Saint-Venant compatibility: limits and scaling for a graded InGaAs buffer

1. The condition

Conventions: Cartesian axes along the cube axes, z along the growth direction [001], a comma for a partial derivative, repeated indices summed, e_ijk the permutation symbol. The small strain of a displacement u is ε_ij = (u_i,j + u_j,i)/2, with tensor (not engineering) shears. The incompatibility of a symmetric field is

inc ε_ij = e_ikl e_jmn ε_ln,km.

A twice continuously differentiable symmetric ε derives from a single-valued u in a simply connected body if and only if inc ε = 0, and u is then fixed up to an infinitesimal rigid motion.

Necessity: insert ε from u; in each term a permutation symbol meets two commuting derivatives. Sufficiency takes two integrations. The rotation ω = ½ curl u must obey ω_i,k = e_ilm ε_mk,l. The curl of the right side on the index k is inc ε, so inc ε = 0 makes the line integral for ω independent of path. Then u_i,j = ε_ij − e_ijk ω_k is curl-free in j and integrates to u (the Cesàro construction). In a multiply connected body either integral may fail to close round a hole; when ω closes, the gap in u is the Burgers vector.

inc ε is symmetric, so there are six equations, and inc ε_ij,j = 0 holds for any ε. For a Fourier component of wavevector q the map ε → inc ε has rank three: it sees only the strain in the plane normal to q. In plane strain (ε_iz = 0, no z dependence) only inc_zz survives:

ε_xx,yy + ε_yy,xx = 2 ε_xy,xy.

2. Fields that depend only on depth

For ε(z), with a prime for d/dz: inc_xx = ε_yy'', inc_yy = ε_xx'', inc_xy = −ε_xy'', and the other three vanish identically. The in-plane strains must be linear in z, while ε_zz, ε_xz and ε_yz are free.

The alloy carries a stress-free misfit f(z) δ_ij relative to GaAs. For any scalar f, inc(f δ)_ij = δ_ij ∇²f − f_,ij, which vanishes only for f linear in position. A linear grade f = g z is generated by u = g(xz, yz, (z² − x² − y²)/2), a stress-free spherical bend of curvature g. Stress comes from f'' alone: a kink in the profile is a delta source, a step a delta-prime source.

The total strain, elastic part plus misfit, is compatible, so its in-plane value is a + κz, with κ > 0 for a convex top surface. With σ_zz = 0 the biaxial stress is

σ(z) = M (a + κz − f), M = c11 + c12 − 2c12²/c11.

For uniform M, zero force and zero moment make a + κz the least-squares line through f(z) over the whole thickness, and the energy per area is U = M ∫(a + κz − f)² dz.

3. Inputs and dimensionless groups

Typical material values near 300 K (1 eV/nm³ = 0.160 GPa):
 lattice constants: GaAs 0.56533 nm, InAs 0.60583 nm
 GaAs: c11 = 741, c12 = 336, c44 = 371 eV/nm³
 InAs: c11 = 520, c12 = 283 eV/nm³
 linear expansion: GaAs 5.7×10⁻⁶ /K, InAs 4.5×10⁻⁶ /K

Assumed sample and defect values: In fraction x rising linearly from 0 to 0.3 over h = 1000 nm; substrate H = 6.25×10⁵ nm; wafer radius R = 5×10⁷ nm; growth at 770 K; dislocation line energy λ = 20 eV/nm.

Vegard's rule gives f = 0.0716 x, a top misfit f0 = 0.0215 and g = 2.15×10⁻⁵ /nm. M is 772 eV/nm³ for GaAs and 495 for InAs. We use the GaAs value throughout. With linear interpolation M falls by 0.36 x in relative terms; the film force is weighted by f, whose weighted mean x is 0.2, so the coherent force is overstated by 7 %. Results for the sample therefore carry two figures and are the model's.

inc ε has dimension 1/length² and contains no modulus and no length. Every crossover comes from the body or its defects. With t = H + h the groups are:
 η = h/H, thickness ratio
 N, number of steps in the grade
 f0 and κR, size of strain and rotation
 k = κR²/(4t), half the sag κR²/2 in units of t
 h/d, with d the dislocation-free length of section 7
 R/t = 80, large enough that the edge strip, where fields depend on x and y, is ignored. The depth-only stress has zero force and moment only over the whole thickness, so by Saint-Venant's principle removing it at the free edge disturbs a strip of width of order t; only the bulk of the film-stress relaxation lies within about h of the edge.

4. Thickness ratio η

Substrate −H < z < 0 with f = 0, coherent buffer 0 < z < h with f = g z. The moment about the mid-plane z_c = (h − H)/2 gives

κ0 = (12/t³) ∫ f (z − z_c) dz = g η²(3 + η)/(1 + η)³ = g φ²(3 − 2φ), φ = h/t.

Subtracting the projections on 1 and on z − z_c from ∫f² dz = g²h³/3 leaves

U = (M g²/3)(hH/t)³.

U is symmetric in h and H because adding −g z to f everywhere is compatible and swaps the roles of the layers: only the kink counts.

Small η: κ0 = 3gη²(1 − 8η/3 + …) and U = (M g² h³/3)(1 − 3η + …). The leading curvature is Stoney's 6S/H² with S = ∫f dz = g h²/2. The full result lies 10 % below it at η = 0.040.

Large η: κ0 = g(1 − 3/η² + 8/η³ − …) and U → M g² H³/3. The buffer takes its natural curvature and only a depth of order H feels the kink.

The crossover is η = 1, where κ0 = g/2 and U is largest at fixed t.

Sample: η = 1.6×10⁻³, correction to Stoney 0.4 %, S = 11 nm, κ0 = 1.6×10⁻¹⁰ /nm, sag 2×10⁵ nm, U = 1.2×10² eV/nm². This coherent state is hypothetical; section 7 shows that it relaxes.

5. Number of steps N

Replace the ramp in a free-standing coherent buffer by N equal steps at the mid-point values of g z. The difference from the ramp is a sawtooth of zero mean and amplitude f0/(2N). Projection gives

κ0 = g(1 − 1/N²), U = (M g² h³/12)(1/N² − 1/N⁴).

N = 1 is a uniform, stress-free slab. N = 2 is the equal-thickness bilayer with κ0 = 3g/4 and the largest U. For large N the continuum ramp is approached as 1/N² in curvature and energy, but only as 1/N in peak strain: at N = 10 the curvature is 1 % low and the sawtooth amplitude is 0.0011.

6. Strain, rotation and the group k

The exact condition is that the stress-free metric have zero Riemann curvature. With s the thickness of unstressed material and Ω = 1 + f(s), the metric is ds² + Ω²(dx² + dy²), with sectional curvatures

K_xs = K_ys = −Ω_ss/Ω, K_xy = −(Ω_s/Ω)².

To first order in f, K_xs = −f'' = −inc_yy, with relative corrections of order f0, here 2 %. K_xy is second order, −g² for the ramp, and the linear theory drops it. It never vanishes for a graded layer: no depth-only misfit is exactly compatible, because a flat sheet cannot become a spherical cap without stretching. The term is small per unit area but is integrated twice over the radius, so it produces strains of order κ²R².

For a thin plate with small slopes this is the von Kármán form of the plane condition: the mid-plane elastic strain obeys inc_zz = −K, where K = κ_x κ_y is the Gauss curvature. Assume uniform curvatures with axes along [100] and [010] (a Ritz ansatz) and a free circular edge. The Airy function χ = −(E*K/64)(R² − r²)², with σ_xx = χ_,yy, σ_yy = χ_,xx, σ_xy = −χ_,xy, solves the problem for cubic compliances S_ij if

1/E* = (6 S11 + 2 S12 + S44)/8, E* = 624 eV/nm³ for GaAs.

The centre stress is E*K R²/16 and the mean membrane energy per area is t E* K² R⁴/384. Write the curvatures in units of 4t/R² as k_x = m + δ, k_y = m − δ, let k0 be the linear-theory value, and C = c11 − c12 = 405 eV/nm³. Adding bending, and dropping the part that does not depend on curvature,

U = (4t⁵/3R⁴) [M(m − k0)² + C δ² + (E*/2)(m² − δ²)²].

A saddle mode along the ⟨110⟩ axes would have 2c44 = 742 eV/nm³ in place of C, so the ⟨100⟩ mode softens first.

Small k0: δ = 0 and k0 = m[1 + (E*/M) m²], so m = k0[1 − 0.808 k0² + …].

Crossover: ∂²U/∂δ² vanishes at m² = C/E*, that is m = 0.81 and k0 = m(1 + C/M) = 1.23.

Large k0: the spherical branch, m ∝ k0^(1/3), is unstable. On the stable branch k_x k_y = C/E* and k_x + k_y = βk0 with β = 2M/(M + C) = 1.31. Hence k_x = βk0 − C/(E*βk0) − … and k_y → C/(E*βk0): the plate rolls into a cylinder, which needs no stretching. The ansatz ignores edge layers and needs κR ≪ 1, so the threshold is an estimate.

Sample: the coherent wafer (t = 6.26×10⁵ nm) has k0 = 0.16, slope κR = 0.008 and a curvature 2 % below the linear value. As k0 ≈ 3gh²R²/(4H³), the threshold would be reached on thinning to H = 3.2×10⁵ nm. A released disc of the same grade, 100 nm thick (x up to 0.03, thin enough to be coherent), has κ0 = g and k0 = gR²/(4h); it turns from cap to roll at R = 4.8×10³ nm, where gR = 0.10.

7. Dislocations and the group h/d

A misfit dislocation line is a hole in the simply connected body. Averaged over many lines, it adds a plastic strain whose in-plane part ε_p(z) enters the projection beside f; the zz part is invisible to inc. Lines along each of the two in-plane ⟨110⟩ directions, with areal density ρ(z) per direction and in-plane edge component b, give ε_p' = −bρ. For 60° dislocations b = a/(2√2) = 0.20 nm with a the GaAs lattice constant; screw and tilt components are assumed to cancel between equally populated slip systems.

Let the lower buffer be fully relaxed, ρ = g/b, with a dislocation-free cap of thickness d. The net misfit f + ε_p is zero below and rises with slope g in the cap: the dislocations have moved the kink from the substrate interface to depth d. On a thick substrate

U(d) = M g² d³/3 + 2λ(g/b)(h − d),

and dU/dd = 0 gives the equilibrium result of Tersoff (1993),

d = √(2λ/(M b g)).

For h < d the buffer is coherent and sections 4 to 6 apply. For h > d the surface strain g d scales as √g, the relaxed fraction of f0 is 1 − d/h, and S = g d²/2 = λ/(M b) depends on neither g nor h. The leading correction is the logarithm hidden in λ, whose outer cut-off is the line spacing.

Sample: d = 110 nm, g d = 0.0024, relaxed fraction 0.89, ρ = 1.1×10⁻⁴ /nm², U = 4.0 eV/nm², S = 0.13 nm and sag 3SR²/H² = 2.5×10³ nm.

Two neglected effects rival these numbers. First, the mean line spacing ℓ = √(b/g) is 96 nm, and d/ℓ = √(2λ/(M b²)) = 1.1 for any g. The cap is only about one spacing thick, so the averaged description fixes d up to a factor of order one. Second, cooling by 470 K with the dislocations frozen adds a misfit 0.3 × 1.2×10⁻⁶ /K × 470 K = 1.7×10⁻⁴ at the top, with the same sign as f because GaAs contracts more. It acts over the whole buffer and contributes 0.085 nm to S, treating the expansion coefficients as constant. The model's sag becomes 4.1×10³ nm. As typical knowledge, grown InGaAs grades fall short of equilibrium, because glide and nucleation are hindered, and keep a cap roughly two to three times thicker than d; since S grows as d², the model understates the residual force and the bow by a factor of several.

8. Summary of crossovers

 group | small | large | crossover | sample
 η | κ0 = 3gη² | κ0 = g | 1 | 1.6×10⁻³
 N | stress-free at N = 1 | ramp, 1/N² | largest U at 2 | ramp
 k0 | spherical cap | cylinder | 1.23 | 0.16 (coherent)
 h/d | coherent | S = λ/(M b) | 1 | 9

The wafer sits deep in the Stoney regime, below the rolling threshold and well into the relaxed regime, so the linear Saint-Venant condition applied to f + ε_p is the working equation, and the uncertainty lies in ε_p(z).